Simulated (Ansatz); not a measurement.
## How methods differ on SiH3O (SMILES [O][SiH3])

SiH3O has 5 atoms, charge 0, and is taken as a doublet. As SMILES, `[O][SiH3]`. Geometry: relaxed at GFN2-xTB.

```xyz
5

O    -1.4166    0.2678    0.6902
Si   -0.0659    0.0078    0.0199
H    -0.1206   -0.2424   -1.4475
H     0.6859   -1.1593    0.5729
H     0.9172    1.1260    0.1645
```

Each level gives the energy change with the O1–Si2 bond stretched from 1.530 to 2.295 Å (eV). The values are calculated.

```csv
level,kind,program,value (eV),less FCI/STO-3G
UHF/STO-3G,Hartree–Fock,Ansatz,1.00,+0.23
USVWN5/STO-3G,LDA,Ansatz,1.48,+0.71
UPBE/STO-3G,GGA,Ansatz,1.10,+0.33
UPBE0/STO-3G,global hybrid,Ansatz,1.35,+0.58
RPA@PBE/STO-3G,RPA,Ansatz,0.61,-0.16
UMP2/STO-3G,perturbation theory,Ansatz,1.34,+0.57
UCCSDTQ/STO-3G,coupled cluster or CI,Ansatz,0.77,0.00
FCI/STO-3G,exact in the basis,Ansatz,0.77,0.00
```

FCI/STO-3G is exact within its basis and frozen core, so for wave-function methods in that basis the difference is their error; functionals converge differently with the basis, so for them it is only a difference. The first shape isn't each level's own minimum. The values span 0.61 to 1.48 eV. Spin contamination of the reference (⟨S²⟩ at least 0.1 too high) touches UHF/STO-3G, UMP2/STO-3G, UCCSDTQ/STO-3G. All rows use very small basis sets, so none should be taken for the real molecule's value.

Stretching the Si–O bond costs 0.77 eV in the exact treatment, and coupled cluster through quadruples reproduces this to the printed digits. Correlation lowers the cost relative to UHF, as expected when a bonding pair begins to separate and its bonding and antibonding configurations approach in energy. UMP2 shifts the result the wrong way, to 1.34 eV, probably because low-order perturbation theory on a spin-contaminated reference recovers too little of the correlation in the stretched structure. Adding second-order correlation therefore worsens the UHF result here.

Even the exact cost is remarkably small for a strong, polar Si–O bond. A minimal basis has no d polarization functions on silicon and describes the oxygen lone pairs too rigidly, which weakens the bond. The starting distance is also short for a silyloxy single bond, so part of the stretch likely releases compression and offsets the cost of weakening the bond. The energy change is thus neither a dissociation energy nor a clean measure of bond strength.
